## Results and discussion: internal conversion in silicon at 1720 keV

An excited nucleus can give up its energy by emitting a gamma ray or by handing it to an atomic electron, which leaves the atom. The conversion coefficient is the number of electrons ejected per gamma ray emitted. In the table, E$L$ and M$L$ denote electric and magnetic nuclear transitions that carry off $L$ units of angular momentum. K is the 1s shell, L1, L2 and L3 are 2s, 2p$_{1/2}$ and 2p$_{3/2}$, M is the $n=3$ shell (3s and 3p together), and the shell sum adds these. All rows share one neutral atom, one Dirac-Hartree-Slater potential and one energy, so only the multipole changes. The K binding energy, roughly 1.8 keV as recalled, is about 0.1 % of the transition energy, which places every shell far above threshold.

Internal conversion coefficients of Si (Z = 14) by multipolarity and shell at a transition energy of 1720.0 keV, calculated with Radial Dirac-Fock and Kohn-Sham solver 5. The Dirac-Hartree-Slater potential is that of the neutral atom with a Latter tail and no hole; the nucleus is finite with surface currents, and pair formation is not included.

| multipole | shell sum | K | L1 | L2 | L3 | M |
| --- | --- | --- | --- | --- | --- | --- |
| E1 | 5.696e-06 | 5.280e-06 | 3.835e-07 | 2.200e-10 | 7.951e-10 | 3.174e-08 |
| M1 | 8.616e-06 | 7.986e-06 | 5.807e-07 | 4.939e-10 | 7.687e-10 | 4.805e-08 |
| E2 | 9.983e-06 | 9.253e-06 | 6.726e-07 | 6.911e-10 | 1.217e-09 | 5.566e-08 |
| M2 | 1.465e-05 | 1.357e-05 | 9.880e-07 | 1.354e-09 | 1.024e-09 | 8.176e-08 |
| E3 | 1.663e-05 | 1.542e-05 | 1.121e-06 | 1.974e-09 | 1.980e-09 | 9.281e-08 |
| M3 | 2.416e-05 | 2.239e-05 | 1.631e-06 | 3.283e-09 | 1.697e-09 | 1.350e-07 |
| E4 | 2.712e-05 | 2.513e-05 | 1.829e-06 | 5.101e-09 | 3.470e-09 | 1.515e-07 |
| M4 | 3.924e-05 | 3.636e-05 | 2.652e-06 | 7.368e-09 | 3.514e-09 | 2.196e-07 |
| E5 | 4.371e-05 | 4.050e-05 | 2.950e-06 | 1.214e-08 | 6.495e-09 | 2.443e-07 |
| M5 | 6.315e-05 | 5.850e-05 | 4.272e-06 | 1.568e-08 | 8.096e-09 | 3.538e-07 |

### 1. Which shell takes the energy, and why?

The K shell does: it supplies between 92.6 and 92.7 % of the shell sum in all ten rows. L1 adds about 7 %, M less than 1 %, and L2 and L3 together stay below 0.05 %.

The reason lies in momentum. Energies are counted here in units of $mc^2$, momenta in $mc$. The transition energy is $k=3.366$. An electron initially at rest that absorbs it leaves with total energy $1+k$, hence with $p^2=(1+k)^2-1=k(k+2)$ and $p=4.250$. A real photon of this energy carries momentum $k$ only, which is why a free electron cannot absorb one. The electron has to draw on the near field of the nucleus, which holds all momenta. The outgoing electron wave and the multipole field fall out of step over a distance $1/(p-k)$, which is 437 fm, and contributions from farther out cancel. The radius of the K orbit, $a_0/Z$, is 3780 fm. Conversion therefore samples the electron density in the innermost tenth or so of the K orbit. Only s orbitals have a sizeable density there, and 1s has by far the most. This is argued from the kinematics; the table supports it through the ranking of the shells and through the fixed ratios taken up in question 5.

### 2. Why do the coefficients rise with $L$?

The shell sum grows from row to row without exception, by a factor of 11.1 from E1 to M5. A nucleus is small against both wavelengths, so its multipole of order $L$ couples to a field of momentum $q$ with an amplitude proportional to $(qR)^L$, $R$ being the nuclear radius. The gamma ray probes the nucleus at $q=k$, the conversion electron at $q=p$. Both amplitudes shrink as $L$ grows, but the electron's shrinks less, because $p>k$. In the ratio of rates the nuclear size cancels and each unit of $L$ gains the factor $p^2/k^2=(k+2)/k=1.594$.

The full estimate treats the bound electrons as a density $n=2(Z\alpha)^3/\pi$ at rest (two hydrogenic 1s electrons, $\alpha$ the fine-structure constant) and the outgoing electron as a plane wave. For a magnetic multipole the golden rule brings the squared photon propagator $1/(p^2-k^2)^2=1/4k^2$, the squared transverse current of the electron, $k/2(1+k)$ per direction, and the phase space $p(1+k)$. Dividing by the gamma rate leaves $\pi\alpha n\,(p/k^2)(p/k)^{2L}$, that is

$$c_K(\mathrm{M}L)=\frac{2Z^3\alpha^4}{k}\left(\frac{k+2}{k}\right)^{L+1/2},$$

the Born result in the Dancoff-Morrison form, with no adjustable constant. For M1: $Z^3\alpha^4=2744\times2.836\times10^{-9}=7.781\times10^{-6}$; multiplying by $2/k=0.5942$ gives $4.623\times10^{-6}$; multiplying by $1.5942^{3/2}=2.013$ gives $9.31\times10^{-6}$. The table has $7.986\times10^{-6}$, which is 0.858 of the estimate. Nothing was fitted to this or any row.

The steps in the K column come close to the same factor. For the magnetic rows they run 1.699, 1.650, 1.624, 1.609, ending within 1 % of 1.594, and the electric rows reach 1.612 at the last step. Whether the steps would settle at 1.594 or pass below it at higher $L$ cannot be told from five orders. The non-relativistic formula takes $p^2=2k$ and so has the step $2/k=0.594$ in the magnetic rows; its electric steps are larger but also below 1. It predicts a fall with $L$ and lies below the table by a factor of 3.8 for M1 and 310 for E5. In this model, then, the rise at this energy is a matter of relativistic kinematics: $p$ exceeds $k$ at every energy, whereas $\sqrt{2k}$ drops below $k$ once $k>2$.

A larger coefficient does not mean faster conversion. Gamma rates usually fall steeply with $L$, by the square of the small quantity $kR$ and more per step, and a gain of 1.6 does little against that.

### 3. Why is M above E at equal $L$, and why do the two series interleave?

At equal $L$ the magnetic K coefficient exceeds the electric one by a factor that declines from 1.51 to 1.44. An electric transition acts on the electron in two ways, through its transverse current and through its oscillating charge. Current conservation ties the transverse electric amplitude to the charge multipole and makes it scale as $k\,q^{L-1}$, one power of $q$ fewer than the magnetic amplitude of the same order. This part alone would put E$L$ below M$L$ by a whole step of 1.594. The Coulomb field of the charge, which a real photon does not carry, adds a term that makes up some of the loss:

$$c_K(\mathrm{E}L)=c_K(\mathrm{M}L)\,\frac{k}{k+2}\left[1+\frac{4L}{(L+1)k^2}\right].$$

For $L=1$ the two factors are $0.6273$ and $1+2/11.33=1.1765$, which turn $9.306\times10^{-6}$ into $6.87\times10^{-6}$ against $5.280\times10^{-6}$ in the table. At high energy the Coulomb term is the minor one, so M wins; the formula gives M above E whenever $k>2L/(L+1)$. The Coulomb term grows with $L$ through $L/(L+1)$, which accounts for the direction of the decline in M/E.

The interleaving follows from the same expression. The transverse part of E$(L+1)$ equals the whole of M$L$, so E$(L+1)$ must exceed M$L$ by its Coulomb term. The order E1 < M1 < E2 < M2 and so on is thereby reproduced in every place. The margins are not: E2/M1 in the K column is $9.253/7.986=1.16$, where the model has $1.150/0.9306=1.24$.

### 4. How good is the plane-wave estimate, and where does it fail?

It gives the order of the rows, the rough size of the coefficients and nearly the step at the highest $L$, and it is too high everywhere. The K column lies 23 % below the estimate for E1, 17 % below for E5, 14 % below for M1 and 3 % below for M5. The shortfall is largest at low $L$, so the first steps are underestimated and the overall rise comes out as 8.75 in place of 11.08. M/E in the table is 12 to 17 % above the model value, and this gap widens with $L$.

A single scale factor does not repair this. Taken as the geometric mean of table over model for all ten rows it is 0.868, and it leaves an rms error of 7.9 % relative to the table, with E1 13 % too high. Separate factors for the five electric and five magnetic rows, 0.810 and 0.930, leave 2.9 and 4.7 %. The correction therefore depends on both the type and the order of the multipole. Among the electric rows it has levelled off by $L=4$ (0.829, then 0.830), while among the magnetic rows it is still rising.

Some candidates can be set aside by size. The nuclear extent enters as $(pR)^2$, about 0.002 for a rough radius of 3.6 fm, and the binding energy is a thousandth of the transition energy. Screening of one 1s electron by the other lowers the density at the nucleus; with Slater's 0.30 the factor is $(13.70/14)^3=0.937$. This acts on all rows alike and cannot produce the spread. After it, table over model runs from 0.82 to 1.04, so the highest magnetic rows are slightly overcorrected. What the model neglects at first order in $Z\alpha=0.102$ is the pull of the nucleus on the outgoing electron and the variation of the 1s orbital across the conversion zone, whose size relative to the orbit is 0.116. Such Coulomb corrections can carry a factor of order $\pi$, and $\pi Z\alpha=0.32$ is larger than every deviation found. That they cause the pattern, and cut E more than M, is an inference from size that these numbers do not isolate.

### 5. Why are the shell ratios nearly blind to the multipole?

K/L1 stays between 13.69 and 13.77 and L1/M between 12.07 and 12.09 while the coefficients themselves change elevenfold. Close to the nucleus the nuclear attraction dwarfs both the binding energy and the screening, so all s orbitals obey nearly the same radial equation and have the same shape to first order in $r$; they differ only in amplitude. The multipole field and the outgoing wave are then integrated against the same function for 1s, 2s and 3s, and the ratio of coefficients reduces to the ratio of densities at the nucleus. The M column is read as 3s in this argument, since the p electrons contribute under 1 % in the L shell.

The values of the ratios tell how screening acts on that density. Around a bare nucleus the density goes as $1/n^3$, giving 8 and 3.38. Hydrogenic orbitals with Slater charges (13.70, 9.85 and 4.15) give 21.5 and 45.1. The table's means, 13.74 and 12.08, fall between. Slater charges describe the outer lobe, where the electron spends most of its time and feels the inner shells as a screen. The innermost lobe of 2s or 3s lies within that screen and sees almost the full nuclear charge, so the density at the nucleus is reduced less than the cube of the Slater charge implies. Inverting the hydrogenic formula with 1s fixed at 13.70 gives 11.4 for 2s and 7.5 for 3s; these restate the ratios and test nothing.

A small drift remains. From $L=1$ to 5, K/L1 falls by 0.28 % in the electric rows and 0.43 % in the magnetic rows, several times the 0.08 % that rounding can do to one ratio. A K electron leaves with slightly less momentum than an L1 electron, which lowers its step $p^2/k^2$ by the fraction $2(1+k)\,\Delta B/p^2$, with $\Delta B$ the difference in binding energy. Rough recalled values of 1.8 and 0.15 keV give $-0.6$ % over four steps: the right sign, too large, and the same for E and M. Differences in orbital shape enter at the same order, $(Z\alpha)^2$, so the cause is left as a guess. The practical consequence holds for all rows: at this energy K/L1 cannot identify a multipole, since its whole spread is about half a per cent and M1, E2 and E3 agree within rounding, whereas the coefficient itself differs by at least 11 % between neighbouring rows, the closest pair being M4 and E5.

### 6. Why do L2 and L3 behave irregularly?

A p orbital vanishes at the nucleus, so the leading term that serves the s shells drops out and the slope of the orbital takes over. In momentum language, the bound electron is not quite at rest but has a momentum of order $Z\alpha$, and a p orbital picks out the part of the amplitude that is first order in this momentum. (The small component of 2p$_{1/2}$, which is finite near the nucleus, belongs to the same order.) Two consequences follow. The rate is suppressed relative to 2s by a factor of order $(Z\alpha)^2=0.0104$, and indeed (L2+L3)/L1 is 0.21 to 0.61 of that. Secondly, differentiating a multipole field that goes as $q^L$ brings down factors that grow as $L$, alongside terms that do not depend on $L$, so the ratio to L1 should be close to a quadratic in $L$.

Second differences test this without a fit. In units of $10^{-3}$, L2/L1 in the magnetic rows has second differences 0.123, 0.123, 0.127, and L3/L1 has 0.291, 0.281, 0.286. The electric rows conform from $L=2$ on but depart at the start, most for L3/L1 (0.221, then 0.174 twice). Theory allows for this, since the balance of Coulomb and transverse parts goes with $L/(L+1)$, which is no polynomial and changes fastest at low $L$. Least-squares quadratics through the five points of each series miss by at most 0.67 % of the tabulated ratio. That is above rounding except for L2/L1 in the magnetic rows, and three constants on five points make a weak test.

The irregularities then need no separate causes. L2/L1 rises throughout, while the parabola of L3/L1 has its minimum inside the table, at $L=3$ for E and $L=2$ for M. The magnetic parabola lies below the electric one at every $L$ in the table, but it curves more strongly and closes part of the gap at high $L$. L1 itself is about one and a half times larger for M than for E. The product of the two makes L3 smaller for M than for E up to $L=3$ and larger at $L=4$ and 5. L2/L3 is a quotient of two parabolas; in the magnetic rows the denominator has more than twice the curvature of the numerator, which is why the ratio peaks at 2.10 for M4 and turns down. The occupation ratio of 1/2 is no guide: L2/L3 spans 0.28 to 2.10. These subshell ratios do depend strongly on the multipole, but on lines thousands of times weaker than K.

### 7. What would change with energy or element?

The table holds one energy and one element, so the following rests on the model, which is up to 30 % above the table even here. Lower energy raises everything and steepens the series, because $p/k$ grows. At 860 keV the step is 2.19; E1 rises by a factor of 3.4 and E5 by a factor of 14. At 3440 keV the step is 1.30, E1 falls to 0.40 and E5 to 0.16 of the present values, and at still higher energy the multipoles draw together as the step tends to 1. The Coulomb term gains on the transverse one as $k$ falls, and E overtakes M below 511 keV for $L=1$ and below 852 keV for $L=5$. Since the model underrates M/E here by more than 10 %, these crossing energies are indicative only.

With $Z$ the leading change is the density at the nucleus, $Z^3$: the next element should be higher by a factor of about $(15/14)^3=1.23$. From one element to the next the step per $L$ should hardly move, as it is set mainly by kinematics; in heavy atoms the Coulomb corrections of question 4 are larger and can shift it. Screening matters less in heavier atoms, so K/L1 should sink towards 8 (and below it in heavy atoms, where relativity raises the 2s density at the nucleus more than the 1s density), the p shells should gain as $(Z\alpha)^2$ or faster, and the plane-wave formula should worsen as $Z\alpha$ grows.

Above $2mc^2$, twice 511 keV, the nucleus can also create an electron-positron pair, a channel that this calculation leaves out. Its coefficient at this energy and low $Z$ is of order $10^{-4}$ for low multipoles (a rough recalled size), well above the shell sums of E1 to E2, and it generally falls with $L$. The shell sum is thus the coefficient for ejecting bound electrons, not for all non-gamma decay.

### 8. Which digits can be trusted?

As arithmetic, the four figures are consistent. Rounding affects single entries by 0.005 to 0.049 %, and the five shell columns add up to the shell sum within 0.054 %, which rounding of the K entry and the sum allows. Features of that size cannot be read from these digits. The scatter of the K share in its second decimal is one. The drift of L1/M, 0.06 to 0.09 % against a rounding of up to 0.07 % per ratio, is too close to call from the table alone, but further digits of the same run confirm a fall of about a tenth of a per cent in both series.

As physics, fewer figures hold. The nuclear model enters at the order of $(pR)^2$, about two parts in a thousand, and a real transition whose normal matrix element is hindered can depart further from the surface-current picture. Leaving the vacancy out of the final-state potential shifts that potential by less than a keV near the K orbit, which is minor for an electron of some 1700 keV, though the effect was not tested here. The absolute values scale with the s densities at the nucleus, which depend on the Slater exchange and, for the outer shell, on the Latter correction applied to the tail of the potential. The M column is the most exposed: it describes the valence electrons of a free atom, which rearrange in a solid or compound. It is under 1 % of the sum, so the sum is barely touched. Ratios between multipoles within one s shell are the safest quantities, because the density at the nucleus cancels from them, and on this argument the steps and M/E deserve more confidence than the fourth figure of any single entry.
